**Question**

A plane-wave calculation builds every electronic state from waves. The cutoff sets the shortest wave allowed, much as a mesh size sets the finest detail that a flow simulation can hold. The table follows one fixed crystal of Al₃Cu₂ as this cutoff rises; energy, pressure and forces are given relative to a run at 850 eV.

Al3Cu2 (space group P-3m1, 5 atoms in the cell, a = 4.092 Å, c = 4.993 Å) at fixed geometry, computed with Ansatz 0.2.0: r2SCAN, plane-wave PAW, scalar-relativistic, no spin polarisation, Gamma-centred 12×12×8 k mesh, Gaussian smearing of 0.1 eV. The reference cutoff is 850 eV. Energies are taken at zero smearing; pressure is positive in compression and corrected for the finite cutoff.

| wave cutoff (eV) | energy less reference (meV/atom) | pressure less reference (GPa) | largest force change (eV/Å) | plane waves at gamma |
| --- | --- | --- | --- | --- |
| 150 | 36200 | 26.1 | 0.195 | 303 |
| 200 | 6460 | 1.5 | 0.345 | 479 |
| 250 | 1080 | 1.7 | 0.135 | 625 |
| 300 | 128 | 0.686 | 0.0318 | 825 |
| 350 | 10.5 | 0.09 | 0.00484 | 1095 |
| 380 | 3.79 | -0.007 | 0.00137 | 1263 |
| 460 | 1.19 | -0.001 | 0.00039 | 1607 |
| 500 | 0.684 | 0 | 0.00016 | 1861 |
| 520 | 0.546 | 0 | 9.00e-05 | 1897 |
| 600 | 0.308 | 0.002 | 0.00011 | 2425 |
| 700 | 0.162 | -0.001 | 7.00e-05 | 3039 |

(a) Why does the energy error fall at every step, first steeply and then slowly?

(b) Why is the largest force change greater at 200 eV than at 150 eV, although the energy has improved?

(c) Why is the pressure error no smaller at 250 eV than at 200 eV?

**Model answer**

*(a) The energy.* A higher cutoff keeps all the old waves and adds shorter ones. The electrons can use the new waves or ignore them, so by the variational principle the best energy can only go down. The argument isn't quite strict here, because the cutoff for the electron density is raised in step with that for the waves. The computed energy nevertheless falls at every step.

How fast it falls depends on the smallest detail that the waves must draw. The electrons that copper brings into this calculation include its 3s, 3p and 3d states, which are packed tightly around the nucleus. Their size is roughly 0.3 Å, a recalled figure. Half a wavelength at the cutoff is 0.50 Å at 150 eV and 0.33 Å at 350 eV, so over this range the waves become short enough to follow such states. The PAW method smooths the states close to the nucleus, so this comparison gives a scale and no exact threshold.

The number of waves is a separate matter. In a crystal cell of volume $V$, each allowed wave takes up a volume $(2\pi)^3/V$ in the space of wave vectors. The cutoff energy $E$ admits all waves inside a sphere of radius $k$, where $E=\hbar^2k^2/2m$ and $m$ is the electron mass. Dividing the volume of the sphere by the volume for each wave gives

$$N \approx \frac{V k^3}{6\pi^2},$$

so the number of waves $N$ grows as $E^{3/2}$.

Take 500 eV as the worked case. The cell holds 5 atoms of 14.48 Å³ each, hence $V=72.4$ Å³. With $\hbar^2/2m=3.81$ eV Å², $k=\sqrt{500/3.81}=11.46$ Å⁻¹, and

$$N\approx\frac{72.4\times 11.46^3}{59.2}\approx 1840.$$

The column "plane waves at gamma", the count at the centre of the k mesh, has 1861. The formula has no adjustable constant and stays within 4 % of the table in every row. The scatter arises because waves of equal length enter together, in whole groups.

The growing number of waves doesn't by itself explain the change of pace. From 150 to 350 eV the basis grows 3.6-fold (1095/303), and the energy error falls by a factor of about 3400. From 350 to 700 eV it grows 2.8-fold, yet the error falls only by a factor of 65. What matters is the detail that the new waves can draw. Once the main shape of the compact states is resolved, most of the error is gone, so the later steps in energy are small. That the remainder also shrinks by a smaller factor needs a further cause. It may be finer detail in the states, or the grid for the electron density, which is refined in step with the waves.

*(b) The forces.* A force is the slope of the energy as an atom moves. The force error is therefore the slope of the energy error, and has nothing directly to do with its height. Plane waves fill the cell evenly and aren't attached to any atom. A compact state that is badly drawn in one place is thus drawn about equally badly a little further on, and this common part of the error drops out of the force.

What remains is the part of the error that changes with the atom's surroundings. The variational principle fixes the sign of the energy error, but it doesn't fix the sign of this slope. The force error may therefore cross zero and grow again while the energy steadily improves.

The signed forces show this behaviour. Along the c axis, the error on one copper atom runs −0.06, +0.34, −0.14 and +0.03 eV/Å from 150 to 300 eV. The small first value is a passing one, since the error is about six times larger at the next cutoff. The table's column hides this, because it keeps only the largest change and drops both its sign and the atom: at 150 eV the entry belongs to aluminium, at 200 eV to copper.

The peak at 200 eV is serious in practice. The force on copper there is about 21 times its reference value of 0.017 eV/Å. An optimiser that trusted it would push the atom on a false slope.

*(c) The pressure.* Pressure is also a slope, this time of the energy against volume. The tabulated pressure is already corrected for the change of the basis when the cell is strained at a fixed cutoff, the effect known as Pulay stress. If that correction were perfect, only the volume dependence of the energy error would remain, and its sign is as free as that of the force error.

The pressure is also an average over three directions. From 200 to 250 eV the stress error in the plane rises by 0.51 GPa, while that along c falls by 0.42 GPa. The plane counts twice, so the average rises by $(2\times0.51-0.42)/3\approx0.2$ GPa. The apparent standstill is thus two opposite movements that partly cancel.

**Remarks on the reasoning**

*How firmly can copper be blamed?* The calculation doesn't divide the energy error among elements or states, so the case rests on an argument with one piece of support. At 150 eV the error of the cell amounts to 3.9 eV for each of its 47 valence electrons. The Fermi energy, the level up to which the mobile electrons fill their states, is off by only 0.15 eV. This fits the view that most of the error lies deeper, where copper has its compact states. It is no proof, since the Fermi energy is a single level and not a sum over all electrons. Nor are the bands around this level well described at this cutoff: two successive bands there overlap in energy by 5.8 eV, against 4.2 eV at the reference.

*Does the common part of the error really drop out?* The clearest test is the row at 200 eV. The energy of the cell is off by 32 eV there, yet by the largest force error, shifting an atom by 0.1 Å would change this by only about 0.03 eV, provided that the slope stays much the same on the way. The rows from 380 eV upwards show the same on a smaller scale. Between 380 and 700 eV the energy still falls by 3.6 meV/atom, but the pressure never differs from the reference by more than 0.007 GPa, nor any force by more than 0.0014 eV/Å. For small shifts of the atoms around this geometry, the energy error is therefore nearly constant. The same reasoning is why energy differences between similar structures usually converge sooner than total energies, although no second structure is computed here.

*What is left open?* The argument explains why force and pressure errors may reverse, but it can't predict that the force peak falls at 200 eV. That depends on how the newly added waves fit the surroundings of each atom. At 150 eV the pressure error of 26.1 GPa may also contain a failure of the Pulay correction, which is hard to make when the energy changes so steeply with the cutoff. At 200 and 250 eV, too, the correction is expected to be far larger than the error left after it, so a slight flaw in it could also play a part in the standstill of (c). The origin of the slow energy tail isn't identified either.

*How good is the reference?* The energy drops by another 0.162 meV/atom between 700 and 850 eV, so the reference probably has a small error of its own. That error may be as large as the last energy entries, because the fall is slowing only gently: the 100 eV before 700 eV brought 0.146 meV/atom. Those entries may then be far too small as measures of the true error, and the real slowdown above 350 eV is stronger than the factor of 65 suggests. The reversals of force and pressure from 460 eV upwards are so tiny that they may come from the numerical grids or from where the self-consistency stops, and the data can't separate these.

*What should a user take from it?* All rows below 500 eV lie under the cutoff that the program recommends for these atoms. The results at 380 and 460 eV show that forces and pressure can settle before the total energy does, while the copper force at 150 eV shows that one small error proves little. A quantity is converged when it stays put over several successive cutoffs, and the test should be made on the quantity that is needed. The printed output after this text lists the signed errors, the stress by direction and the wave count for every row.

Printed output of the fit:

```
Basis and energy:
  row  half wavelength at cutoff (A)  plane waves by sphere count  sphere count over table  fall factor of energy error per 50 eV since row before
  150                         0.5007                          302                   0.9968                                                     n/a
  200                         0.4336                          465                   0.9708                                                   5.604
  250                         0.3878                        649.9                     1.04                                                   5.981
  300                          0.354                        854.3                    1.035                                                   8.438
  350                         0.3278                         1076                   0.9831                                                   12.19
  380                         0.3146                         1218                   0.9642                                                   5.465
  460                         0.2859                         1622                    1.009                                                   2.063
  500                         0.2742                         1838                   0.9877                                                   1.998
  520                         0.2689                         1949                    1.028                                                   1.757
  600                         0.2503                         2416                   0.9964                                                    1.43
  700                         0.2318                         3045                    1.002                                                   1.379
Signed errors:
  row  Cu force (eV/A)  Al force (eV/A)  stress in plane (GPa)  stress along c (GPa)  Fermi energy (eV)
  150         -0.05562           0.1952                  27.04                 24.27            -0.1467
  200           0.3448          -0.1103                  1.121                 2.271            -0.1871
  250          -0.1352          0.06874                  1.627                 1.846           -0.06397
  300          0.03182         -0.00266                 0.7155                 0.627           -0.01328
  350         0.004845         0.001915                 0.0904               0.09045            0.00246
  380         0.000626         0.001373               -0.00767             -0.004481            0.00237
  460         0.000389        -3.69e-05               -0.00082             -0.001843             0.0008
  500         0.000156        -4.67e-05                0.00051              0.000139            0.00031
  520          8.9e-05         -2.3e-06                  7e-05               5.6e-05            0.00016
  600         -7.4e-05        0.0001133                0.00164              0.001592                  0
  700          6.8e-05        -5.44e-05               -0.00107             -0.001049                  0
Largest misfit of the sphere count in percent: 3.976
Energy error of the whole cell at 150 eV cutoff in eV: 181
The same per valence electron (47 in the cell) in eV: 3.851
Energy error at 150 over that at 200 eV: 5.604
Largest force change at 200 over that at 150 eV: 1.769
Cu force at 200 eV over Cu force at the reference: 21.34
Energy error at 150 over that at 350 eV: 3448
Energy error at 350 over that at 700 eV: 64.81
Energy drop from 380 to 700 eV in meV per atom: 3.628
Largest pressure difference from 380 eV on in GPa: 0.007
Change of stress error in plane from 200 to 250 eV in GPa: 0.5065
Change of stress error along c from 200 to 250 eV in GPa: -0.4249
Plane waves at 700 over those at 350 eV: 2.775
```
